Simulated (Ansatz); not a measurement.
## Ligand exchange: CH6N2 + Si(CH3)(OH)2(SiH3) → SiN2H6 + Si(CH3)2(OH)2

Gas-phase species: CH6N2 (methylhydrazine) `CNN`, singlet; Si(CH3)(OH)2(SiH3), singlet; SiN2H6 `NN[SiH3]`, singlet; Si(CH3)2(OH)2 (dimethylsilanediol), singlet. The partners trade CH3 for SiH3: N–CH3 and Si–SiH3 bonds give way to N–SiH3 and Si–CH3.

Shapes, held fixed at every level: PBE0-D4/def2-TZVP. Flexible molecules stand in one conformer, not always the lowest. Programs: Ansatz 0.2.0. Electronic energies: no zero-point or thermal term.

| level | kind | ΔE (kJ/mol) | less CCSD(T)/CBS estimate |
| --- | --- | --- | --- |
| HF/def2-TZVPP | Hartree–Fock | -129.6 | -5.8 |
| r2SCAN-D4/def2-TZVPP | meta-GGA | -121.5 | +2.3 |
| B3LYP-D4/def2-TZVPP | global hybrid | -120.2 | +3.6 |
| PBE0-D4/def2-TZVPP | global hybrid | -111.5 | +12.3 |
| B2PLYP/def2-TZVPP | double hybrid | -125.2 | -1.4 |
| CCSD/def2-TZVPP | coupled cluster or CI | -123.6 | +0.2 |
| CCSD(T)/CBS estimate | coupled cluster or CI | -123.8 | 0.0 |

The highest level, CCSD(T)/CBS estimate, gives ΔE = -123.8 kJ/mol; the levels span -129.6 to -111.5. The column of differences is taken from that level and isn't an error. No measured value is set beside it here. The CBS estimate extrapolates MP2 from def2-TZVPP and def2-QZVPP and adds CCSD(T) − MP2 in the triple-zeta set, cores frozen.

The exchange is strongly exothermic at every level, with CCSD(T)/CBS giving -123.8 kJ/mol. The driving force is the replacement of a weakly polar N–C bond and a nearly nonpolar Si–Si bond by more polar N–Si and Si–C bonds. Silicon is more electropositive than carbon, so it gains more from bonding to nitrogen, and the Si–C bond also benefits from better orbital overlap than Si–Si. Delocalisation of the nitrogen lone pair into σ* orbitals of the silyl group probably adds to the stabilisation.

Hartree–Fock already gives the right sign and slightly overshoots the magnitude, by 5.8 kJ/mol, so the preference doesn't originate in electron correlation, whose contributions largely cancel between the two sides. PBE0-D4 departs most from the reference, while B3LYP-D4 lies much closer; being a global hybrid therefore doesn't by itself determine the accuracy here. The close match of CCSD/def2-TZVPP may partly reflect cancellation between missing triples and basis-set incompleteness. The overall energy doesn't separate the gain at nitrogen from that at the silanediol silicon.
